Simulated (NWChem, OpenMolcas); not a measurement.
**How basis sets differ on SiNH4 (SMILES [NH][SiH3])**

The species is SiNH4 (6 atoms), meant as a doublet with charge 0. As SMILES, `[NH][SiH3]`. Geometry: relaxed at PBE0-D4/def2-TZVP.

Each level gives the dipole moment (D). The values are calculated.

```json
{"level": "UB3LYP/LANL2DZ (core potential)", "kind": "global hybrid", "program": "NWChem", "value (D)": "2.13", "CPU time": "11 s"}
{"level": "UB3LYP/6-31G* (spherical functions)", "kind": "global hybrid", "program": "OpenMolcas", "value (D)": "1.57", "CPU time": "11 s"}
{"level": "UB3LYP/6-31G* (Cartesian functions)", "kind": "global hybrid", "program": "OpenMolcas", "value (D)": "1.58", "CPU time": "29 s"}
{"level": "UB3LYP/jorge-DZP", "kind": "global hybrid", "program": "NWChem", "value (D)": "1.46", "CPU time": "34 s"}
{"level": "UB3LYP/def2-TZVP", "kind": "global hybrid", "program": "OpenMolcas", "value (D)": "1.43", "CPU time": "34 s"}
```

The values span 1.43 to 2.13 D. Without the sets that lack polarisation functions the rows with a basis span only 1.43 to 1.58 D. CPU times are rough (shared hosts, several kinds of processor): they show what a rung costs within a factor of a few.

The dipole moment falls from 2.13 D with LANL2DZ to 1.43 D with def2-TZVP, and most of the drop comes as soon as polarisation functions are present. The Si–N bond is strongly polar, with negative charge on nitrogen. Without d functions, the density around silicon and the nitrogen lone pair cannot deform properly, and delocalisation of nitrogen density towards the silyl group, chiefly into Si–H antibonding orbitals, is described poorly. The charge separation is therefore probably exaggerated. The d functions on silicon serve here to polarise the density and do not imply a hypervalent bond.

The choice between spherical and Cartesian functions hardly matters, since the latter only add an s-like combination to each d shell. The smaller decrease from 6-31G* to jorge-DZP may partly reflect polarisation functions on hydrogen, which help describe the hydridic Si–H bonds. The closeness of the jorge-DZP and def2-TZVP values does not establish the basis-set limit, because neither set contains the diffuse functions to which the outer density is sensitive.
